## What is being counted

An energetic atom moving through a crystal knocks lattice atoms off their sites, these knock out others, and the chain ends when no moving atom can displace another. The number $\nu$ of displaced atoms per incident ion converts an implant fluence into displacements per atom (dpa). The case worked here is a tungsten ion of energy $T_0 = 150$ keV in tungsten, with $Z = 74$, mass $M = 183.84$ u and a threshold displacement energy $E_d = 90$ eV, a typical direction-averaged value taken as a given input. With ion and target of one species, every collision is between equal masses.

Conventions: the target is an infinite, structureless medium; collisions are binary; $\nu(T)$ is the mean number of vacancy-interstitial pairs made by a lattice atom set in motion with energy $T$, its own vacancy included. An ion injected from outside leaves no vacancy of its own, so it makes one vacancy fewer, which is negligible here. The symbol $e^2$ means $q^2/4\pi\varepsilon_0 = 14.40$ eV Å. Intermediate results are carried unrounded.

## Estimate by hand

**Energy sharing.** Two equal hard spheres share the energy on average half and half. One atom at 150 keV becomes two at 75 keV, four at half of that, and so on. Multiplication stops near $2E_d = 180$ eV. An atom with less than $2E_d$ can pass more than $E_d$ to a neighbour, but it then keeps less than $E_d$ and drops into the site it has just emptied, so the number of defects does not grow. The number of halvings is $\log_2(150\,000/180) \approx 9.7$, and the cascade ends as about

$$\nu \approx \frac{150\,000\ \text{eV}}{180\ \text{eV}} \approx 833$$

atoms, each standing for one displacement.

**Electrons.** A heavy atom of energy $T$ hands at most $4(m_e/M)T$ to an electron at rest. With $M/m_e \approx 184 \times 1800 \approx 3.3\times10^5$ and an assumed excitation energy $I \approx 2$ eV, excitation appears to switch off below

$$E_c = \frac{M}{4m_e} I \approx 165\ \text{keV},$$

which is the rule of thumb that the cutoff in keV is about the mass number. The ion starts below $E_c$, so the estimate ignores electrons and stands at some eight hundred displacements.

The estimate is fragile on this point. Had we assumed $I = 1$ eV, the cutoff would be 82.5 keV, all energy above it would be written off, and the answer would be $82\,500/180 \approx 458$. A metal has no gap that fixes $I$.

## Careful calculation

### The Kinchin-Pease equation

Kinchin and Pease (1955) assumed hard-sphere scattering, a sharp threshold, no energy spent on breaking an atom loose, and no electronic loss below $E_c$. For equal masses hard-sphere scattering is isotropic in the centre-of-mass frame, which makes the transferred energy $T'$ uniform on $[0,T]$ with density $1/T$. After the first collision two atoms move, with $T'$ and $T-T'$, so for $2E_d \le T \le E_c$

$$\nu(T) = \frac1T\int_0^T \left[\nu(T') + \nu(T-T')\right]dT' = \frac2T\int_0^T \nu(T')\,dT' .$$

The starting values are $\nu = 0$ for $T<E_d$ and $\nu = 1$ for $E_d \le T < 2E_d$. Multiplying by $T$ and differentiating gives $T\nu' + \nu = 2\nu$, so $\nu = CT$. At $T = 2E_d$ the right side equals $(2/2E_d)\,E_d = 1$, which fixes $C = 1/2E_d$:

$$\nu_{KP}(T) = \frac{T}{2E_d}\quad (2E_d \le T \le E_c), \qquad \nu_{KP} = \frac{E_c}{2E_d}\quad (T > E_c).$$

Substitution confirms it: $(2/T)\,[E_d + (T^2 - 4E_d^2)/4E_d] = T/2E_d$. The halving argument therefore gives the exact mean of this model, 833 at 150 keV.

### The NRT form

Norgett, Robinson and Torrens (1975) kept the structure and changed two things. The sharp cutoff is replaced by the damage energy $T_{dam}$, the part of $T$ that ends as atomic motion once the electronic losses of the primary and of all its recoils are subtracted. A displacement efficiency $\kappa = 0.8$, adopted from binary-collision simulations, accounts for scattering that is not hard-sphere:

$$\nu_{NRT} = \begin{cases} 0 & T_{dam} < E_d\\ 1 & E_d \le T_{dam} < 2.5E_d\\ 0.8\,T_{dam}/2E_d & T_{dam} \ge 2.5E_d. \end{cases}$$

The break points refer to $T_{dam}$, and $2.5E_d = 2E_d/0.8 = 225$ eV is where the linear branch equals 1.

### Reduced energy

The damage energy comes from the partition theory of Lindhard and co-workers (1963), which uses a Thomas-Fermi screened Coulomb potential. For two atoms of the same $Z$ the screening length is

$$a = \left(\frac{9\pi^2}{128}\right)^{1/3}\frac{a_0}{(2Z^{2/3})^{1/2}} = \frac{0.8853 \times 0.5292\ \text{Å}}{\sqrt2 \times 4.198} = 0.0789\ \text{Å}.$$

The reduced energy $\epsilon$ is the centre-of-mass energy $T/2$ divided by the Coulomb energy $Z^2e^2/a$:

$$\epsilon = \frac{T}{E_L}, \qquad E_L = \frac{2Z^2e^2}{a} = 86.93\,Z^{7/3}\ \text{eV} = 1.999\ \text{MeV}, \qquad \epsilon_0 = 0.07505 .$$

### Electronic stopping

The Lindhard-Scharff stopping cross-section for a slow atom among like atoms, taken here as a model input, is

$$S_e = Z^{1/6}\,\frac{8\pi e^2a_0Z^2}{(2Z^{2/3})^{3/2}}\,\frac{v}{v_0},$$

with $v_0$ the Bohr velocity, $v_0^2 = e^2/m_ea_0$. For equal masses the reduced stopping is $s = S/(\pi a^2E_L)$. Write $c_0 = (9\pi^2/128)^{1/3}$, so that $a_0/a = \sqrt2\,Z^{1/3}/c_0$. Then $s_e = (2/c_0)Z^{-1/2}\,v/v_0$, and $v^2 = 2\epsilon E_L/M$ gives $v/v_0 = 2^{5/4}c_0^{-1/2}Z^{7/6}(m_e/M)^{1/2}\epsilon^{1/2}$. With $c_0^{3/2} = 3\pi/8\sqrt2$,

$$s_e = k\,\epsilon^{1/2},\qquad k = \frac{32\cdot 2^{3/4}}{3\pi}\,Z^{2/3}\left(\frac{m_e}{M}\right)^{1/2} = 0.1337\,\frac{Z^{2/3}}{A^{1/2}},$$

where $A$ is the mass in u. For tungsten $Z^{2/3}/A^{1/2} = 17.63/13.56 = 1.300$ and $k = 0.1739$. The ion has $v/v_0 = 0.181$, well inside the range where stopping proportional to velocity is meant to apply.

### Damage energy and displacement number

The NRT recipe evaluates the partition through Robinson's fit to the numerical solution of the Lindhard equation, whose coefficients are part of the convention:

$$T_{dam} = \frac{T}{1 + k\,g(\epsilon)},\qquad g = 3.4008\,\epsilon^{1/6} + 0.40244\,\epsilon^{3/4} + \epsilon .$$

At $\epsilon_0$, $\epsilon^{1/6} = 0.6495$ and $\epsilon^{3/4} = 0.1434$, so

$$g = 2.209 + 0.058 + 0.075 = 2.341 \ (\text{unrounded sum}),\qquad kg = 0.4071,$$

$$T_{dam} = \frac{150\ \text{keV}}{1.4071} = 106.6\ \text{keV},\qquad \nu_{NRT} = \frac{0.8 \times 106.6\ \text{keV}}{180\ \text{eV}} = 474 .$$

The fraction 0.711 of the energy goes to atoms and 0.289 to electrons. Three figures are useful for reproducing the convention; the physics behind it supports two at best.

## Why the two differ by a factor of 1.76

| Step | Energy used (keV) | Efficiency | $\nu$ |
|---|---|---|---|
| Hand estimate, Kinchin-Pease | 150 | 1 | 833 |
| Electronic loss included | 106.6 | 1 | 592 |
| NRT | 106.6 | 0.8 | 474 |

The ratio factorises as $1.76 = 1.407 \times 1.25$. On a logarithmic scale 60 per cent of the gap is electronic loss and 40 per cent is the scattering law. Both factors can be understood from one integral.

### The factor 1.25: forward-peaked scattering

Screened Coulomb collisions favour small transfers. Over a limited energy range the cross-section is a power law, $d\sigma \propto y^{-1-m}dy$ with $y = T'/T$. Hard spheres are $m = -1$, a steep repulsive wall at low energy has $m$ near 0, and the Thomas-Fermi potential at small $\epsilon$ has $m = 1/3$. The balance behind the cascade equation, that the count before a collision equals the mean count after it, now reads for $T \ge 2E_d$

$$L[\nu](T) \equiv \int_0^1 y^{-1-m}\left[\nu(yT) + \nu((1-y)T) - \nu(T)\right]dy = 0 .$$

A power $T^p$ is mapped to $-J(p)\,T^p$, with

$$J(p) = \int_0^1 y^{-1-m}\left[1 - y^p - (1-y)^p\right]dy = -\frac1m - \frac1{p-m} - \frac{\Gamma(-m)\Gamma(p+1)}{\Gamma(p+1-m)} .$$

Since $J(1) = 0$, which is energy conservation, $\nu$ again grows linearly, and only the slope changes. To find it, set $E_d = 1$. For $1<T<2$, where $\nu = 1$ is imposed, the bracket is $-1$ when both partners end below threshold, $1-u<y<u$ with $u = 1/T$, and zero otherwise, so $L[\nu] = -[(1-u)^{-m} - u^{-m}]/m$ there. Multiply $L[\nu]$ by $T^{-p-1}$ and integrate over all $T$. With $N(p) = \int T^{-p-1}\nu\,dT$ the left side is $-J(p)N(p)$. If $\nu \to \xi T/2$ at large $T$, then $N \approx \xi/[2(p-1)]$ as $p\to1$, while $J \approx J'(1)(p-1)$. Using $dT/T^2 = -du$,

$$\frac{\xi}{2}J'(1) = \int_{1/2}^1 \frac{(1-u)^{-m} - u^{-m}}{m}\,du = \frac{2^m-1}{m(1-m)} .$$

Differentiating the closed form gives $J'(1) = [\psi(1) - \psi(1-m)]/m(1-m)$, with $\psi$ the digamma function. Hence

$$\nu \to \xi(m)\frac{T}{2E_d},\qquad \xi(m) = \frac{2(2^m-1)}{\psi(1)-\psi(1-m)} .$$

For $m=-1$ this is 1, the Kinchin-Pease result. For $m\to0$ it is $12\ln2/\pi^2 = 0.84$, for $m = 0.1$ it is 0.81, and for $m = 1/3$ it is 0.70. Soft collisions leak energy into recoils below $E_d$, which heat the lattice and displace nothing. The slope is set in the last generations, at a few $E_d$, which is why a single constant can serve over a wide range of primary energies. Replacing the adopted 0.8 by the values for $m = 1/3$ and $m\to 0$ moves the count to 415 and 499, a fair picture of the latitude in this factor.

### The factor 1.41: no cutoff in a metal

The hand estimate treated electrons as being at rest behind a threshold. At 150 keV such an electron gains at most 1.8 eV. An electron meeting the ion head-on with speed $w$ leaves with $w + 2v$ and gains $2m_ev(w+v)$, which is 12 eV for $w = v_0$, the order of valence-electron speeds. The gain is linear in $v$ for a slow ion, and a metal has empty states directly above the Fermi level, so the loss fades as $v$ and never switches off.

The primary itself loses little this way. Lindhard's cross-section is $d\sigma = \pi a^2 f(t^{1/2})\,dt/2t^{3/2}$ with $t = \epsilon^2y$, and an analytic fit by Winterbon, Sigmund and Sanders is $f(x) = \lambda x^{1/3}[1 + (2\lambda x^{4/3})^{2/3}]^{-3/2}$ with $\lambda = 1.309$. The reduced nuclear stopping is $s_n = \epsilon^{-1}\int_0^\epsilon f\,dx$. The substitution $q = (2\lambda)^{1/3}x^{4/9}$ turns $\lambda x^{1/3}dx$ into $\tfrac98 q^2dq$ and gives

$$s_n = \frac{9}{8\epsilon}\left[\operatorname{arsinh} q - \frac{q}{\sqrt{1+q^2}}\right],\qquad q = (2\lambda)^{1/3}\epsilon^{4/9}.$$

At $\epsilon_0$, $q = 0.436$ and $s_n = 0.354$, against $s_e = 0.0476$. For a typical density of 19.25 g/cm³, or $6.31\times10^{22}$ atoms/cm³, these are 8.7 keV/nm and 1.2 keV/nm. The ratio is $s_e/s_n = 0.135$, so electrons take only 12 per cent of the ion's initial energy loss. The full cascade gives them 29 per cent.

The reason is that energy passed to a recoil is taxed again. At small $\epsilon$, $f \to \lambda x^{1/3}$ and $s_n \to \tfrac34\lambda\epsilon^{1/3}$, so $s_e/s_n \propto \epsilon^{1/6}$. Each halving of the energy multiplies the ratio by 0.89, and the whole descent from 150 keV to 180 eV lowers it only 3.1 times. Every generation contributes.

This can be made quantitative. Let $\phi(\epsilon)$ be the reduced damage energy. Over a short path the atom either collides, or it does not and slows by electronic drag. Equating $\phi$ before and after gives Lindhard's equation,

$$k\,\epsilon^{1/2}\phi'(\epsilon) = \int_0^{\epsilon^2}\frac{f(t^{1/2})\,dt}{2t^{3/2}}\left[\phi(y\epsilon) + \phi((1-y)\epsilon) - \phi(\epsilon)\right].$$

With the low-energy form of $f$ the right side is $\tfrac12\lambda\,\epsilon^{-2/3}L[\phi]$ at $m = 1/3$. Try $\phi = \sum_n b_nk^n\epsilon^{p_n}$ with $b_0 = 1$ and $p_n = 1 + n/6$. The term $n$ on the left and the term $n+1$ on the right carry the same power $\epsilon^{1/2+n/6}$, so

$$b_{n+1} = -\frac{2p_nb_n}{\lambda J(p_{n+1})} .$$

The closed form gives $J(7/6) = 0.474$, $J(4/3) = 0.837$, $J(3/2) = 1.132$ and $J(5/3) = 1.383$. To first order the electronic fraction is $1 - \phi/\epsilon = 3.22\,k\epsilon^{1/6}$. The local ratio in the same power law is $k\epsilon^{1/6}/(\tfrac34\lambda)$, so the cascade multiplies it by $3/[2J(7/6)] = 3.16$. This explains why the $\epsilon^{1/6}$ term dominates $g$. First order is not enough at $k\epsilon_0^{1/6} = 0.1129$, because energy lost early is not available to be lost later:

$$1 - \phi/\epsilon = 0.364 - 0.088 + 0.018 - 0.003 + \dots \approx 0.29 .$$

The closeness to the fitted 0.289 should not be read as a test. Both rest on the same Thomas-Fermi model, the pure power law gives $s_n = 0.414$ at $\epsilon_0$, 17 per cent above the full expression, and the fit has a different leading coefficient and a different saturation. The series shows where a loss of this size comes from.

It also shows that the value 458 obtained by hand with $I = 1$ eV is near 474 by accident. A sharp cutoff makes $\nu$ flat above $E_c$ and lossless below, whereas the partition removes a slowly growing share at all energies.

One feature of the convention is comparable in size with the effects above. The partition follows electronic loss down to zero energy, and the fit gives $T_{dam}/T = 0.89$ at 180 eV. That 11 per cent is deducted from atoms already too slow to multiply defects. Referring the count to the damage energy of a 180 eV atom, which means dividing by 0.89, would raise it to roughly $5.3\times10^2$. The stopping model is a long extrapolation at such energies, and the NRT recipe makes no such correction.

## Using the number

For a fluence $\Phi$ whose damage is spread over a depth $d$ in a target of atomic density $n$, the mean dose is $\text{dpa} = \nu\Phi/nd$. The initial stopping suggests a length scale of 150 keV divided by 9.9 keV/nm, about 15 nm. Taking $d = 15$ nm as an illustrative depth, $10^{13}$ ions/cm² gives 0.050 NRT dpa. The dose scales as $1/E_d$, so a quoted dpa value needs its $E_d$ and its formula stated beside it, and near a surface some energy escapes with sputtered and reflected atoms, which an infinite-medium model omits.

The result, about $4.7\times10^2$ displacements per ion, belongs to the model and not to tungsten. Binary-collision counting ignores the dense, briefly molten core of a heavy-ion cascade, in which most vacancies and interstitials recombine as the lattice regrows within picoseconds. As typical knowledge from atomistic simulation of metals, and not as a measurement, the surviving pairs are fewer than the NRT count by roughly a factor of three with a wide spread, which here would mean about $1.6\times10^2$, many of them in clusters, while the atoms that merely change sites far outnumber the count. The NRT number is best read as damage energy expressed in units of $2.5E_d$, a common scale for comparing irradiations.